## Results and discussion

### Scales

A 3p or 3s electron of Lu (Z = 71) stripped to 11–18 electrons moves in a nearly bare Coulomb field, so each part of its ionisation energy I has its own power of the charge. The binding goes as Ry·Z_eff²/9 (Ry the Rydberg energy) and is 5–6 keV, with Z_eff between 59 and 65. The repulsion of two n = 3 electrons is linear in the charge, about 2 eV per unit, so each electron removed raises the next I by roughly 120 eV. The spin-orbit splitting of 3p goes as the fourth power and is near 270 eV. The exchange step of the half-filled shell is near 40 eV, and correlation is about 1 eV, or nearly 4 eV where the 3s pair is broken. The spin-free calculation holds all of these except the splitting, the second largest.

Ionisation energies of Lu53+ to Lu60+ from PySCF 2.14.0, as total-energy differences between ground configurations, each from a single real unrestricted determinant of highest spin. The Hamiltonian is spin-free X2C (one-electron) with a Gaussian nucleus, the basis even-tempered 17s12p4d4f with exponents changing along the series; 1s² is frozen in MP2 and coupled cluster.

| species | electrons | configuration | final configuration | HF (eV) | CCSD outer less HF (eV) | CCSD(T) outer less HF (eV) | MP2 outer less HF (eV) | tabulated (eV) | uncertainty of the tabulated value (eV) | kind of the tabulated value |
| --- | --- | --- | --- | --- | --- | --- | --- | --- | --- | --- |
| Lu53+ | 18 | [Ar] | [Ne] 3s2 3p5 | 5260.22 | 1.04 | 1.04 | 1.11 | 5168 | 5 | theoretical |
| Lu54+ | 17 | [Ne] 3s2 3p5 | [Ne] 3s2 3p4 | 5372.08 | n/a | n/a | 1.16 | 5282 | 5 | theoretical |
| Lu55+ | 16 | [Ne] 3s2 3p4 | [Ne] 3s2 3p3 | 5484.79 | 1.20 | 1.21 | 1.21 | 5408 | 5 | theoretical |
| Lu56+ | 15 | [Ne] 3s2 3p3 | [Ne] 3s2 3p2 | 5636.02 | 0.51 | 0.51 | 0.61 | 5525 | 5 | theoretical |
| Lu57+ | 14 | [Ne] 3s2 3p2 | [Ne] 3s2 3p1 | 5750.61 | 0.59 | 0.59 | 0.63 | 5937 | 6 | theoretical |
| Lu58+ | 13 | [Ne] 3s2 3p1 | [Ne] 3s2 | 5866.07 | 0.65 | 0.65 | 0.64 | 6070 | 6 | theoretical |
| Lu59+ | 12 | [Ne] 3s2 | [Ne] 3s1 | 6329.46 | 3.84 | 3.85 | 3.43 | 6326 | 7 | theoretical |
| Lu60+ | 11 | [Ne] 3s1 | [Ne] | 6455.94 | 0.79 | 0.79 | 0.78 | 6452 | 10 | theoretical |

HF is the Hartree–Fock value; the columns "less HF" are correlation corrections with only 1s² frozen; the tabulated values, themselves theoretical, run from ground level to ground level. Both series rise in every row, but they jump in different places. The fits and residuals are printed after this section.

### The Hartree–Fock steps

Let F0 and F2 be the Slater integrals of the 3p shell and f = F2/25. With real p orbitals, two electrons in one orbital repel by F0 + 4f, two in different orbitals by F0 − 2f, and parallel spins lower the latter to F0 − 5f. In the highest-spin determinant of 3pⁿ, the electron removed feels (n − 1)F0 plus −10f, −5f, 0, −10f, −5f, 0 for n = 6 to 1. Four steps from row to row are then F0 − 5f, and the step from n = 4 to n = 3 is F0 + 10f.

This is the mechanism behind the dip in ionisation energy from nitrogen to oxygen, where the fourth p electron must pair. The analogy holds for the HF column alone, because it presumes that exchange outweighs spin-orbit coupling.

HF has four steps of 112–115 eV and one of 151 eV, at Lu55+→Lu56+. A fit of F0, f and a linear drift to these five steps gives F0 ≈ 126 eV and F2 ≈ 63 eV. The large step fixes f by itself, so the small residuals test only the smooth drift of 0.9 eV per step, which theory ascribes to the shell contracting as screening is lost. The real check is the ratio F2/F0, 0.496 against 0.501 for a hydrogenic 3p orbital, with both integrals implying a charge near 64. The basis exponents also change at this step, so an artefact is conceivable; the evidence below speaks against it.

### The tabulated steps

With ζ the spin-orbit parameter of 3p, the 3p1/2 level lies at −ζ and 3p3/2 at +ζ/2 from the spin-free level. First-order values from the same calculations give ζ from 177 eV (3p⁵) to 185 eV (3p¹), some 70 times f. The shell therefore fills in jj order, two electrons into 3p1/2 and four into 3p3/2. Lu53+ to Lu56+ lose a 3p3/2 electron, and HF should be too high by about ζ/2; Lu57+ and Lu58+ lose a 3p1/2 electron, and HF should be too low by about ζ. Against the tabulated values HF is 77–111 eV (1.4–2.0 %) too high in the first group, 186 and 204 eV (over 3 %) too low in the second, and within 4 eV for the 3s rows.

The scatter inside the groups comes from exchange, since the calculated states are not the jj states; the calculated 3p³ state, for example, is a quartet, whereas the ground level is labelled ²P3/2. In jj coupling a pair in 3p1/2 repels by F0, a mixed pair by F0 − 2.5f on average, and a 3p3/2 pair by F0 − 3f for J = 2 or F0 + 5f for J = 0. The electron removed then feels −10f, −7f, −8f, −5f, 0, 0 for n = 6 to 1. The model adds the spin-orbit energy and the change of exchange count to HF plus correlation.

For Lu55+ (3p⁴ → 3p³), HF plus CCSD(T) is 5484.8 + 1.2 eV. The spin-orbit energy is −ζ = −179.1 eV before and −1.5 × 181.1 = −271.7 eV after, a change of −92.6 eV, with ζ of 3p³ interpolated. The exchange count moves from 0 to −8f, which adds 8 × 2.505 = 20.0 eV to I. The sum, 5413.4 eV, is 5 eV above the tabulated 5408 ± 5. The HF value of this row entered the fit of f; no tabulated value entered any fit.

The four 3p3/2 rows end 4–6 eV above the tabulated values. Their spread is about 1 eV with the exchange term and 31 eV without it. Lu53+ to Lu55+ share one basis and are levelled by the same f, which supports its reading as exchange. Of the 412 eV jump at Lu56+→Lu57+, where HF gives 115 eV, spin-orbit coupling supplies 276 eV. The half-shell step at Lu55+→Lu56+ vanishes; in its place the half-filled 3p3/2 subshell leaves a bump of 4f ≈ 10 eV at Lu54+→Lu55+, and the tabulated steps there run 114, 126, 117 eV, a match no sharper than the 5 eV uncertainties.

The model fails by a near-constant amount for 3p1/2: it is 17–18 eV low, three times the uncertainty and about a tenth of ζ. The exchange term actually worsens Lu57+, from 5 to 17 eV low, while bringing it into line with Lu58+. Spin-orbit coupling beyond first order, which contracts 3p1/2 while the model uses one radial function for both j, is the likely cause. These runs do not prove it, but direction and size are plausible. The misfits of the two groups call for a splitting about 8 % wider than 1.5ζ. The hydrogenic Dirac splitting exceeds the lowest-order formula by about a fifth, but that is only a ceiling, because ζ is evaluated on spin-free relativistic orbitals that already hold much of the contraction. A calculation with separate radial functions for 3p1/2 and 3p3/2 is the proper test. The excess of 4–7 eV in the other rows, correlation included, is comparable with the uncertainty. The missing Breit and QED terms may contribute, and errors of the basis and of the one-electron X2C treatment may partly cancel them, so the closeness of the 3s rows should not be read as accuracy.

The first-order correction evaluated for LS terms coincides with the model for Lu53+ and Lu58+, where no ion has more than one 3p electron or hole. For Lu54+ to Lu57+ it leaves HF 72–188 eV off in magnitude and must not be used.

### The step into 3s

HF gives 463 eV for Lu58+→Lu59+, the tabulated values 256 eV; the difference is almost wholly the error of Lu58+ (the basis exponents change at this step too). In a bare Coulomb field the Dirac levels 3s1/2 and 3p1/2 coincide, so by this argument the tabulated step is one repulsion step plus the better penetration of 3s, and HF adds the distance from 3p1/2 up to the spin-free 3p level. The last step, 126 eV in both series, is essentially the 3s–3s repulsion; its implied hydrogenic charge of 70 suggests a more compact orbital.

### Correlation

The corrections span 0.5–3.9 eV, below every tabulated uncertainty, so the reference cannot rank MP2, CCSD and CCSD(T); triples add at most 0.01 eV. CCSD falls from 1.20 to 0.51 eV at Lu55+→Lu56+, where two things change. The electron removed no longer has an opposite-spin 3p partner, and ionisation now empties a whole 3p orbital, which opens the excitation 3s²→3p² in the final ion and lowers I by about 1 eV, a third of the effect seen at Lu59+. The table does not separate the two, and the basis change at that point may also contribute. Lu59+ has 3.84 eV, five times Lu60+, as expected from the mixing of 3s² with 3p² inside the n = 3 shell, a weak admixture across a gap of several hundred eV, which ionisation destroys; MP2 falls 0.4 eV short of CCSD there. These values belong to spin-free determinants and need not carry over to jj states. For Lu54+, which lacks CCSD, six density functionals from LDA to hybrids all lie 92–93 eV too high: the fault is in the Hamiltonian.

### Neighbouring ions

For the same configurations of a neighbouring element the ordinary step should scale with the charge and the excess jump at 3p³→3p² roughly with its fourth power. Towards light elements ζ falls below the exchange energy, and the enlarged step returns to 3p⁴→3p³, where HF places it.

The analysis program printed:

```
rounding floor: HF 0.005 eV, tabulated 0.5 eV; uncertainty 5-10 eV; corr = CCSD(T)-HF, MP2-HF for Lu54+
ion   step_HF step_tab  HF-tab  %err  HF+corr-tab  Zeff=3sqrt(HF/Ry)  MP2  CCSD CCSD(T) unc (eV)
Lu53+     nan    nan    92.22   1.78    93.26    58.99     1.11  1.04  1.04   5
Lu54+  111.86    114    90.08   1.71    91.24    59.61     1.16   nan   nan   5
Lu55+  112.71    126    76.79   1.42    78.00    60.23     1.21  1.20  1.21   5
Lu56+  151.23    117   111.02   2.01   111.53    61.06     0.61  0.51  0.51   5
Lu57+  114.59    412  -186.39  -3.14  -185.80    61.68     0.63  0.59  0.59   6
Lu58+  115.46    133  -203.93  -3.36  -203.28    62.29     0.64  0.65  0.65   6
Lu59+  463.39    256     3.46   0.05     7.31    64.71     3.43  3.84  3.85   7
Lu60+  126.48    126     3.94   0.06     4.73    65.35     0.78  0.79  0.79  10
total rise HF 1195.7, tabulated 1284 eV; step into 3s HF less tabulated 207.4 eV
corr range 0.51-3.85 eV; drop Lu55+->56+ CCSD 0.69, MP2 0.60; Lu59+/Lu60+ CCSD ratio 4.9; max (T) 0.01
HF 3p step fit: F0 126.18, drift 0.91 per step, f 2.505, F2 62.6, 15f 37.6, regular step F0-5f 113.7 eV
  residuals of 5 steps (3 parameters) eV: [ 0.02 -0.04  0.    0.03 -0.01]
hydrogenic eV per unit Z: F0(3p) 1.956, F2(3p) 0.979, F0(3s) 1.807; F2/F0 0.501, fitted 0.496
  implied Z: F0 64.5, F2 63.9, 3s step 70.0 (nuclear 71, ion charges 53-60)
zeta of p5,p4,p3(interpolated),p2,p1 eV: [177.  179.1 181.1 183.2 185.3] ; 1.5 zeta 265-278
ion   SO_jj  exch(jj-LS) | model-tab: HF+corr  +SO_jj  +SO_jj+exch | LS corr  HF+LS  HF+corr+LS (eV)
Lu53+   -88.5    0.0 |     93.3     4.8     4.8 |   -88.5     3.7     4.8
Lu54+   -90.6    5.0 |     91.2     0.6     5.6 |    -1.1    89.0    90.2
Lu55+   -92.6   20.0 |     78.0   -14.6     5.4 |    89.5   166.3   167.5
Lu56+   -94.7  -12.5 |    111.5    16.9     4.4 |  -183.2   -72.2   -71.6
Lu57+   181.1  -12.5 |   -185.8    -4.7   -17.2 |    -2.1  -188.5  -187.9
Lu58+   185.3    0.0 |   -203.3   -18.0   -18.0 |   185.3   -18.7   -18.0
rms 3p rows: HF+corr 136, +LS 113, +SO_jj 12.0, +SO_jj+exch 11.0 eV; worst Lu58+
remainder 3p3/2 mean 5.0 spread 1.3 (without exch 31.5); 3p1/2 mean -17.6 spread 0.8 (without 13.3) eV
3p1/2 remainder / zeta(p1): -9.5 %; 3s rows (no SO) HF+corr-tab: 7.3, 4.7 eV
step Lu55+->Lu56+: tab 117 = HF 151.2 + corr -0.7 + SO -2.0 + exch -32.6 + unexplained 1.1 eV
step Lu56+->Lu57+: tab 412 = HF 114.6 + corr 0.1 + SO 275.8 + exch 0.0 + unexplained 21.6 eV
coupling: zeta/f 72; neglected p2 J=0 mixing 50f^2/(3zeta) 0.57 eV
lowest-order hydrogenic 3p splitting: 341 eV at Z=71; implied Z 67.5; Dirac/lowest order there 1.19
Lu54+ six functionals less tabulated: 92.0 to 93.2 eV, spread 1.3; less HF 1.9 to 3.1
```
